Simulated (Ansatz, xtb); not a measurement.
**FH9Si4: which of two isomers lies lower**

Structure I is `F[Si@@H]([SiH3])[SiH2][SiH3]`, a singlet and structure II is `F[SiH2][SiH2][SiH2][SiH3]`, a singlet. Both are isolated molecules in the gas phase, relaxed with B3LYP/def2-SVP; the shapes shown needn't be the lowest conformers.

I (Å):

```yaml
atoms:
  - { symbol: F, position_ang: [-1.0855, -4.3647, 0.7507] }
  - { symbol: Si, position_ang: [-0.9533, -2.7357, 0.9209] }
  - { symbol: Si, position_ang: [-0.0335, -2.2903, 3.0481] }
  - { symbol: Si, position_ang: [0.3422, -1.8857, -0.8611] }
  - { symbol: Si, position_ang: [0.4532, 0.4723, -0.7985] }
  - { symbol: H, position_ang: [-2.3326, -2.1643, 0.8423] }
  - { symbol: H, position_ang: [-0.8632, -2.9081, 4.1235] }
  - { symbol: H, position_ang: [0.0029, -0.8100, 3.2508] }
  - { symbol: H, position_ang: [1.3582, -2.8215, 3.1367] }
  - { symbol: H, position_ang: [-0.2587, -2.3193, -2.1597] }
  - { symbol: H, position_ang: [1.7260, -2.4451, -0.7743] }
  - { symbol: H, position_ang: [1.2377, 0.9835, -1.9607] }
  - { symbol: H, position_ang: [-0.9209, 1.0541, -0.8495] }
  - { symbol: H, position_ang: [1.1132, 0.9202, 0.4638] }
```

II (Å):

```xyz
14

F    -0.0917   -1.7883   -0.8456
Si   -1.5987   -2.4233   -1.0049
Si   -2.6512   -2.1126    1.0774
Si   -2.1845    0.0658    1.8618
Si    0.1288    0.5368    1.7639
H    -2.2915   -1.6847   -2.0993
H    -1.4511   -3.8533   -1.3984
H    -4.1222   -2.3446    0.9358
H    -2.1077   -3.1145    2.0453
H    -2.9322    1.0506    1.0200
H    -2.6768    0.1932    3.2684
H     0.4284    1.7269    2.6158
H     0.9110   -0.6245    2.2779
H     0.5358    0.8319    0.3620
```

Quicker runs give these differences E(II) − E(I): GFN2-xTB −1.6 kcal/mol; HF/STO-3G +0.3 kcal/mol (at GFN2-xTB geometries); r2SCAN-D4/def2-SVP −2.2 kcal/mol (at GFN2-xTB geometries).

Which of the two would you expect CCSD(T)/def2-SVP + ΔMP2/def2-TZVPP electronic energies to favour?

Structure II; the calculation gives E(II) − E(I) = −2.2 kcal/mol.

How the difference moves with the method:

```csv
level,geometry,E(II) − E(I) (kcal/mol),departure from the last row (kcal/mol),"job, with rough time for the two"
GFN2-xTB,GFN2-xTB,−1.6,+0.6,"optimisation, 0.3 s"
HF/STO-3G,GFN2-xTB,+0.3,+2.5,"single point, 0.5 s"
r2SCAN-D4/def2-SVP,GFN2-xTB,−2.2,0.0,"single point, 5.8 s"
B3LYP/def2-SVP,B3LYP/def2-SVP,−2.4,−0.2,"optimisation, 89 s"
HF/def2-SVP,B3LYP/def2-SVP,−2.9,−0.7,part of the CCSD(T) run
MP2/def2-SVP,B3LYP/def2-SVP,−3.8,−1.6,part of the CCSD(T) run
CCSD(T)/def2-SVP,B3LYP/def2-SVP,−3.4,−1.2,single point
CCSD(T)/def2-SVP + ΔMP2/def2-TZVPP,B3LYP/def2-SVP,−2.2,,"single point, 62 s"
```

As drawn, both hold the same kinds of bond in the same numbers.

HF/STO-3G finds them nearly level. The largest departure from CCSD(T)/def2-SVP + ΔMP2/def2-TZVPP is that of HF/STO-3G, 2.5 kcal/mol. A small imaginary or near-zero mode remains, so no thermal terms are given. The last row adds to CCSD(T) the change of the MP2 difference between the two basis sets, here +1.2 kcal/mol.

The correlated steps freeze 21 core orbitals. Run with Ansatz 0.2.0, xtb 6.7.1; the last row on 2 threads of Arm Neoverse V2 on a shared host.

Fluorine prefers the terminal silicon, but only modestly: the composite calculation puts 1-fluorotetrasilane 2.2 kcal/mol below its 2-fluoro isomer. Since the bond count is the same, the preference reflects the surroundings of the Si–F bond. Hydrogen is more electronegative than silicon, so moving fluorine to the chain end replaces a silyl neighbour at the fluorinated centre with a more electron-withdrawing hydrogen. This probably makes that silicon more positive and strengthens the polar Si–F interaction, though the Si–F distances are almost identical in the two structures. Simple alkyl fluorides show the opposite preference, for the secondary position, in keeping with the reversed polarity of C–H and Si–H bonds.

Every level except HF/STO-3G favours the terminal isomer, the exception probably arising because a minimal basis describes polar bonds at silicon poorly. Hartree–Fock in def2-SVP already gives the preferred order, so correlation adjusts the gap rather than creating the preference. The energies alone do not separate electrostatic stabilisation from hyperconjugation.
